Margin comments on the Arrhenius retention extrapolation and the Kissinger relation

Note 1. What is assumed

An amorphous phase-change film stores its bit until enough of it has crystallised. Let x be the crystallised fraction, T the temperature in kelvin, k = 8.617333×10⁻⁵ eV/K, and z = 1/(kT) in eV⁻¹. Four premises carry the whole result.

(P1) Separability: dx/dt = K(T) f(x), with f independent of T and of the thermal history.
(P2) Arrhenius rate: K = ν exp(−Ea/kT), with ν and Ea constant over every temperature used, including those reached only by extrapolation.
(P3) Failure is declared at a fixed fraction x_f, the same at all T.
(P4) All samples start from the same state, x = 0.

Ten years means ten years of 365.25 days, t10 = 3.15576×10⁸ s. Logarithms are natural. The ramp rate b is in K/s inside all formulas.

Note 2. Why the failure time is Arrhenius whatever the shape of the kinetics

Define g(x) = ∫₀ˣ dx′/f(x′). By (P1) and (P4), g(x) = ∫₀ᵗ K dt′. At constant T the right side is Kt, so by (P2) and (P3)

t_f(T) = (g_f/ν) exp(Ea/kT), g_f = g(x_f). (1)

The function f enters only through the constant g_f. For first order, f = 1 − x and g = −ln(1 − x). For the Johnson–Mehl–Avrami–Kolmogorov (JMAK) law x = 1 − exp[−(Kt)ⁿ], differentiation gives f = n(1 − x)[−ln(1 − x)]^((n−1)/n) and g = [−ln(1 − x)]^(1/n).

A convention hides here. If the law is written exp(−K′tⁿ), then K′ = Kⁿ has activation energy nEa. Equation (1) needs Ea, the energy of K. As an example, a constant nucleation rate J per volume and an isotropic growth velocity u give the extended volume fraction ∫₀ᵗ J (4π/3) u³ (t − s)³ ds = (π/3) J u³ t⁴. Then n = 4, K⁴ = (π/3) J u³, and Ea = (E_J + 3E_u)/4 if J and u are Arrhenius with energies E_J and E_u.

Note 3. The ten-year temperature

Write (1) at the bake point (T1, t1) and at the target (T10, t10), divide, and take the logarithm. The unknown g_f/ν cancels: L ≡ ln(t10/t1) = (Ea/k)(1/T10 − 1/T1). Hence

1/T10 = 1/T1 + (k/Ea) L, or T10 = T1/(1 + ε), ε = kT1 L/Ea. (2)

For t1 < t10, L is positive and T10 < T1. The ratio r = T10/T1 = 1/(1 + ε) is used below; note ε/(1 + ε) = 1 − r.

Note 4. The error from Ea, and its sign

Hold T1 and t1 fixed and differentiate (2). The left side gives −dT10/T10², the right side −(kL/Ea) dEa/Ea. So dT10 = (kT10²/Ea) L dEa/Ea. By (2), kL/Ea = (T1 − T10)/(T1 T10), and one factor T10 cancels:

dT10 = (kT10²/Ea) L dEa/Ea = (T10/T1)(T1 − T10) dEa/Ea. (3)

The sign is positive: too large an Ea promises too high a retention temperature. The Arrhenius line pivots about the bake point, and a steeper line reaches ten years after a shorter step in 1/T.

The finite version is elementary. If Ea(1 + δ) is used in place of Ea, ε becomes ε/(1 + δ) and the result is T1(1 + δ)/(1 + δ + ε). Subtract T1/(1 + ε). The numerator is T1[(1 + δ)(1 + ε) − (1 + δ + ε)] = T1 δε, so

ΔT10 = T10 εδ/(1 + ε + δ) = r (T1 − T10) δ/(1 + rδ). (4)

Equation (3) therefore has a relative defect of about rδ. It overstates the shift for δ > 0 and understates its size for δ < 0.

A few kelvin sound harmless, so the statement is worth recasting in time. At fixed T10, ln t_f = ln t1 + Ea(z10 − z1), with z10 − z1 = L/Ea, which gives d ln t_f = L dEa/Ea. The relative error of Ea is multiplied by L and then exponentiated.

Note 5. The two other partial errors

Differentiating (2) at fixed Ea gives dT10 = r² dT1 and dT10 = (kT10²/Ea) dt1/t1. Compared with (3), a relative error in Ea weighs L times as much as the same relative error in t1.

The factor r² misleads when Ea comes from the same thermometer. Let all bake readings be too high by θ, over a narrow window about T1. The fitted energy is Ea = d ln t_f/dz = −kT² d ln t_f/dT. The offset leaves d ln t_f/dT unchanged and replaces T² by (T + θ)², so dEa/Ea = 2θ/T1. Adding (3) to r²θ,

dT10 = θ [r² + 2r(1 − r)] = θ [1 − (1 − r)²]. (5)

Nearly the whole offset passes into T10.

Note 6. Which point is the pivot when Ea is fitted

Equation (3) treats (T1, t1) as exact while Ea varies. For a least-squares line this is legitimate at one point only. Take m bakes, Y_i = ln t_i at z_i, with independent scatter σ in Y and exact z_i. Let z̄ and Ȳ be the means and S = Σ(z_i − z̄)². The slope is Ê = Σ(z_i − z̄)Y_i/S and the line passes through (z̄, Ȳ). Both are linear in the Y_i, so var Ȳ = σ²/m, var Ê = σ² Σ(z_i − z̄)²/S² = σ²/S, and cov(Ȳ, Ê) = (σ²/mS) Σ(z_i − z̄) = 0. With 1/(kT1) = z̄ and ln t1 = Ȳ the contributions of Notes 4 and 5 are uncorrelated and add in quadrature. Using L dEa/Ea = (z10 − z̄) dEa,

σ(T10) = (kT10²/Ea) σ √[1/m + (z10 − z̄)²/S]. (6)

With any other pivot a covariance term appears. The second term under the root dominates when the extrapolation is long against the bake window, and then widening the window in 1/T, not adding points near its centre, is what helps.

Note 7. The Kissinger relation for first order

Ramp linearly, T = T0 + bt, with dx/dt = K(1 − x). The logarithmic derivative of the rate is

d ln(dx/dt)/dt = (d ln K/dT) b − (dx/dt)/(1 − x) = bEa/(kT²) − K(T).

The first term falls with T and K rises, so the difference decreases monotonically, from positive at low T towards −ν at high T. It has one zero, where it passes from positive to negative, which is a maximum of the rate provided the ramp starts below it. Calling it Tp,

bEa/(kTp²) = ν exp(−Ea/kTp), (7)

ln(b/Tp²) = −Ea/(kTp) + ln(kν/Ea). (8)

Nothing was approximated: x dropped out, and T0 with it. A plot of ln(b/Tp²) against z_p = 1/(kTp) is exactly straight with slope −Ea. Both b/Tp² and kν/Ea carry the unit K⁻¹ s⁻¹; using K/min shifts the intercept by ln 60 and leaves the slope alone. With y = Ea/kTp, (7) reads y² eʸ = νEa/(kb), whose solution is y = 2W(½√(νEa/kb)), W being the principal Lambert function.

Note 8. The temperature integral

Other kinetics need Θ = ∫K dt = (ν/b)∫ exp(−Ea/kT′) dT′. Extend the lower limit to zero, which changes Θ by a relative amount of order (T0/T)² exp(−Ea/kT0 + Ea/kT). Substitute w = Ea/kT′, dT′ = −(Ea/k) dw/w², then w = y + s with y = Ea/kT:

Θ = K(T) (kT²/bEa) q(y), q(y) = ∫₀^∞ e^(−s) (1 + s/y)⁻² ds. (9)

Clearly 0 < q < 1. Expanding (1 + s/y)⁻² = 1 − 2s/y + 3s²/y² − … and using ∫sʲe^(−s) ds = j! gives the asymptotic series q ≈ 1 − 2/y + 6/y² − 24/y³. For first order, (7) turns (9) into Θ = q at the peak, so x_p = 1 − exp(−q), a little below 1 − 1/e = 0.632 and nearly independent of b.

Note 9. Crystallisation is not first order: how much survives

Under a ramp, JMAK kinetics obey (P1) in two cases. With Λ = ∫u dt, a fixed number density N₀ of pre-existing nuclei gives the extended fraction (4π/3)N₀Λ³. If instead J = cu with constant c, the integral ∫(4π/3)c(Λ − Λ′)³ dΛ′ gives (π/3)cΛ⁴. In both, x = 1 − exp(−Θⁿ). If J/u depends on T, (P1) holds at best approximately.

The rate is nΘⁿ⁻¹K exp(−Θⁿ), since dΘ/dt = K. Setting its logarithmic derivative to zero,

(n − 1)K/Θ + bEa/(kT²) − nΘⁿ⁻¹K = 0.

By (9), bEa/(kT²) = qK/Θ. Dividing by K/Θ gives Θ_pⁿ = 1 − (1 − q)/n. Solving (9) for b/Tp²,

ln(b/Tp²) = −y + ln(kν/Ea) + C(y), C = ln q − (1/n) ln[1 − (1 − q)/n]. (10)

For n = 1, C = 0 and (8) returns. For large y, ln q ≈ −2/y and the second term is +2/(n²y), so C ≈ −(2/y)(1 − 1/n²). The slope with respect to y is −1 + dC/dy, so the apparent energy is

E_K ≈ Ea [1 − (2/y²)(1 − 1/n²)]. (11)

The slope yields Ea, the energy wanted in (1), and not nEa.

A resistance ramp usually records the temperature T_f of the sharp drop, which is a fixed conversion by (P3) and not a rate maximum. Setting Θ = g_f in (9) gives ln(b/T_f²) = −y + ln(kν/Ea g_f) + ln q for any f. The slope bias is 2/y², the large-n limit of (11). The intercept now contains g_f.

Note 10. Where the Kissinger error really comes from

Differentiating (8) gives d ln b/dTp = (y + 2)/Tp. A decade of ramp rate moves the peak by only about Tp ln 10/(y + 2), and this short baseline sets the error. For two ramps with peaks Ta < Tb,

Ea = k [ln(b_b/b_a) − 2 ln(Tb/Ta)]/D, D = 1/Ta − 1/Tb = (Tb − Ta)/(Ta Tb). (12)

Vary Tb. The numerator contributes −2k dTb/(Tb D), and since dD = dTb/Tb² the denominator contributes −Ea dTb/(Tb² D). With 1/(Tb² D) = Ta/[Tb(Tb − Ta)] and y_b = Ea/kTb,

dEa/Ea = −(Ta/Tb)(1 + 2/y_b) dTb/(Tb − Ta). (13)

Two systematic cases matter. First, thermal lag. If the film follows the sensor as τ dT_film/dt = T_sensor − T_film, the steady solution under a ramp is T_film = T_sensor − bτ, as substitution shows. The film still ramps at b, but each peak is read too high by bτ, the fast one most, and by (13) Ea comes out low. Second, dropping Tp². Since d ln Tp/dz_p = −kTp, a plot of ln b alone has slope −(Ea + 2kTp), too steep by the fraction 2/y.

Note 11. A ramp is a short bake

By (7), K(Tp) = bEa/(kTp²), so for first order (1) gives an equivalent isothermal failure time t_eq = g_f kTp²/(bEa) at Tp. Ramp data alone thus feed (2) with T1 = Tp and t1 = t_eq. Because t_eq ∝ 1/Ea, Note 5 adds a term: dT10 = [(T10/Tp)(Tp − T10) − kT10²/Ea] dEa/Ea. The lever is longer than for a bake, since Tp lies higher. The intercept is the worst-determined quantity of all: ln ν = y + ln(bEa/kTp²) gives d ln ν = (y + 1) dEa/Ea at fixed b and Tp. Errors of ν and Ea are strongly correlated, and the two must never be taken from different fits.

Note 12. When (P2) fails

Define the local energy E(z) = d ln t_f/dz. Integration from z1 to z10 gives, with no Arrhenius premise, L = ∫E dz = Ē (z10 − z1). So (2) is exact if Ea is the mean Ē of the local energy over the interval in 1/T, while the bakes deliver only E(z1). Equation (4) then gives the bias with δ = E(z1)/Ē − 1. If E is linear in z, Ē − E(z1) is half the change of E across the interval.

A prefactor ν ∝ Tᵖ makes ln t_f = E0 z + p ln z + constant, so E = E0 + p kT. This drift is small.

Parallel channels are the dangerous case. Let K = Σν_i exp(−E_i z), all advancing the same x with the same f, and let w_i be the share of channel i in K. Then E = −d ln K/dz = Σw_i E_i. Since dw_i/dz = −w_i(E_i − E), it follows that dE/dz = −(Σw_i E_i² − E²) ≤ 0. The local energy falls on cooling, Ē < E(z1), and the straight extrapolation is optimistic whenever the energies differ. Other causes of curvature, such as a viscosity whose local activation energy changes near the glass transition, can have either sign.

For a first-order ramp the peak condition becomes bE(Tp)/(kTp²) = K(Tp), and the Kissinger slope is −[E + (dE/dz)/E] at z_p. It reports the local energy at the peak, farther from T10 than any bake.

Note 13. Range of validity

Equations (2) to (6) need (P1) to (P4) only through (1): one mechanism from the hottest bake down to T10, one failure criterion, one starting state. Equation (3) needs |δ| ≪ 1, with (4) as the finite form; (6) needs independent scatter of equal size and is linearised in the same way. Equation (8) is exact for first order under a linear ramp and holds to the order shown in (11) for separable JMAK kinetics with y ≫ 1.

In nitrogen-doped GeTe the premises are strained in known ways. The resistance drop follows percolation of conducting grains, so x_f depends on grain shape and geometry. Once grains span the film thickness, growth is two-dimensional and n changes; if grain size depends on T, so does g_f. Interfaces and surface oxide can open an extra nucleation channel of the kind in Note 12. Structural relaxation and any redistribution of nitrogen during a long bake make the rate depend on history, against (P1). An as-deposited film must nucleate, whereas a melt-quenched region in a cell borders on crystal and can shrink by growth alone, so a film value does not transfer to a device. For an array, t1 has to be the time at which the tolerated fraction of cells has failed, and that quantile may have its own slope.

Note 14. Numerical illustration for an N-doped GeTe film

The inputs are assumed: Ea = 3.0 eV, failure at x_f = 1/2 after t1 = 1000 s at T1 = 500 K, first-order kinetics. All results are the model's. Decimals on temperatures are kept only to form differences.

Extrapolation. Ea/kT1 = 69.63, L = 12.662, ε = 0.18186, so T10 = 423.06 K and r = 0.846. The step in z is L/Ea = 4.221 eV⁻¹ from z1 = 23.21 eV⁻¹.

Sensitivities. kT10²/Ea = 5.14 K, and (3) gives dT10 = 65.1 K × dEa/Ea. For δ = ±0.10 the linear shift is ±6.51 K, while (4) gives +6.00 K and −7.11 K. If the true energy is 10 per cent below the one used, a film held at 423.06 K fails sooner by the factor exp(L/10) = 3.5, after 2.8 years. A thermometer offset enters with the factor 0.976 from (5), against r² = 0.716.

Fit. Take five bakes at z1, z1 ± 0.25 and z1 ± 0.50 eV⁻¹, that is from 489.5 K (4482 s) to 511.0 K (223 s), with assumed σ = 0.15. Then S = 0.625 eV⁻² and σ(Ea) = 0.19 eV, or 6.3 per cent. Under the root of (6), 1/m = 0.2 stands beside 28.5, so σ(T10) = 4.1 K; the centroid term alone would give 0.34 K.

Ramps. The prefactor is ν = (ln 2/t1) exp(Ea/kT1) = 1.2×10²⁷ s⁻¹. This exceeds a typical lattice attempt frequency of about 10¹³ s⁻¹ by a factor near e³², so the pair (ν, Ea) is an effective description of many atomic steps and not one jump, which is a reason to distrust (P2) far from the data. For 2 and 20 K/min, (7) gives y = 67.78 and 65.54, Ta = 513.63 K and Tb = 531.15 K, a baseline of 17.52 K. At the faster peak q = 0.9708 and x_p = 0.621; starting from T0 = 300 K the neglected part of Θ is below e⁻⁵⁰. The equivalent bake is t_eq = 16.9 s at Tb, and the coefficient of Note 11 pivoted there is 86.1 K − 5.1 K, about 81 K.

Ramp errors, carried into T10 by (4) with the 500 K bake as pivot:
JMAK shape with n = 3, from (11): δ = −4×10⁻⁴, shift −0.03 K.
Tp² dropped: 3.09 eV, δ = +3.0 per cent, shift +1.9 K.
One kelvin too high in Tb, from (13): δ = −5.7 per cent to first order.
Lag τ = 3 s (assumed), peaks read high by 0.1 K and 1.0 K: (12) gives 2.855 eV, δ = −4.8 per cent, shift −3.3 K.

Curvature. A prefactor Tᵖ changes E by −0.0066p eV between T1 and T10, so the straight line overshoots T10 by 0.07p K, which is negligible. Now let an assumed second channel of 2.0 eV carry 2 per cent of the rate at 500 K. The local energy there is 2.98 eV and the straight line gives 422.6 K. The two-channel condition is 0.98 exp(−3.0Δ) + 0.02 exp(−2.0Δ) = exp(−L), with Δ = z − z1 in eV⁻¹. Its root is Δ = 4.579, so Ē = L/Δ = 2.77 eV and T10 = 417.6 K, lower by 5.0 K, with the second channel now carrying 0.67 of the rate. At the coldest bake ln t_f departs from the tangent line by only 0.003, far inside σ = 0.15. This bias rivals the statistical error and the bakes cannot reveal it.

The model's result is T10 = 423 K ± 4 K from fit scatter, with lag, offset and hidden-channel terms of up to a few kelvin each that the bar does not contain. The inputs were chosen so that the model reproduces what is typical of GeTe with a few atomic per cent of nitrogen, a ten-year temperature of roughly 420 to 430 K and ramp crystallisation at roughly 500 to 550 K, so these numbers test nothing about the material; films with more nitrogen typically lie higher in both.